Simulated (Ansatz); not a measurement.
LiHPd: the change of energy above lowest point with volume scale

Results calculated with Ansatz 0.2.0, not measured. Free energy against uniform scaling of the volume at fixed shape and fractions; periodic cell, basis, potentials, k mesh and filling as listed.

The cell before it is scaled or strained (space group P4/mmm, No. 123):
```
LiHPd
1.0
      2.7795     0.0000     0.0000
      0.0000     2.7795     0.0000
      0.0000     0.0000     3.9043
Li H Pd
1 1 1
Direct
  0.50000 0.50000 0.50000
  0.50000 0.50000 0.00000
  0.00000 0.00000 0.00000
```

Settings of every row: functional r2SCAN; dispersion D4; potentials PAW; wave cutoff 517.02 eV; density cutoff 2068.1 eV; k mesh 8x8x6; k shift 0x0x0; occupations cold; smearing width 0.05 eV; spin none.

Limits: coarse k mesh, up to 40 meV an atom off; the cell comes from a prototype or a list of computed structures and needn't be the stable phase.

```csv
row,volume scale,V (Å³/atom),energy above lowest point (meV/atom)
1,0.94,9.451,8.2
2,0.96,9.652,2.5
3,0.98,9.853,0
4,1,10.054,0.2
5,1.02,10.255,?
6,1.04,10.457,7.5
7,1.06,10.658,14.3
```

Question: what energy above lowest point should row 5 give?

Worked fit of energy above lowest point. Take u = (V_r/V)^(2/3) − 1 with V_r = 9.9535 Å³ an atom, which is twice the finite (Eulerian) strain; such expansions in the strain, on which the Birch-Murnaghan equation of state is built, carry the rest volume and the bulk modulus. The shown rows have u = 0.03514, 0.02072, 0.00679, -0.00668, -0.03236, -0.04457. Least squares give energy above lowest point = −0.25 − 10.2 × u + 7097 × u² meV/atom; a straight line predicts inner rows, each left out in turn, worse (root mean square 4.4 against 0.084 meV/atom). The rows lie off it by 0.0, -0.1, 0.0, 0.1, 0.0, 0.0. Its lowest point lies at u = 0.0007, or V = 9.943 Å³ an atom, and the curvature there gives the bulk modulus at fixed shape and fractions, B = (4/9)(1 + u)² E″(u)/V = 102 GPa. Letting shape and atoms relax would as a rule lower it, by much in layered, chain or molecular crystals. The withheld row has u = -0.0197, so the fit gives −0.25 − 10.2 × (-0.0197) + 7097 × (-0.0197)² = 2.7 meV/atom.

The calculation gave 2.8 meV/atom. The fit lies 0.1 meV/atom (3.6 % of the value, 0.7 % of the column's range) below it, one unit of the last digit.
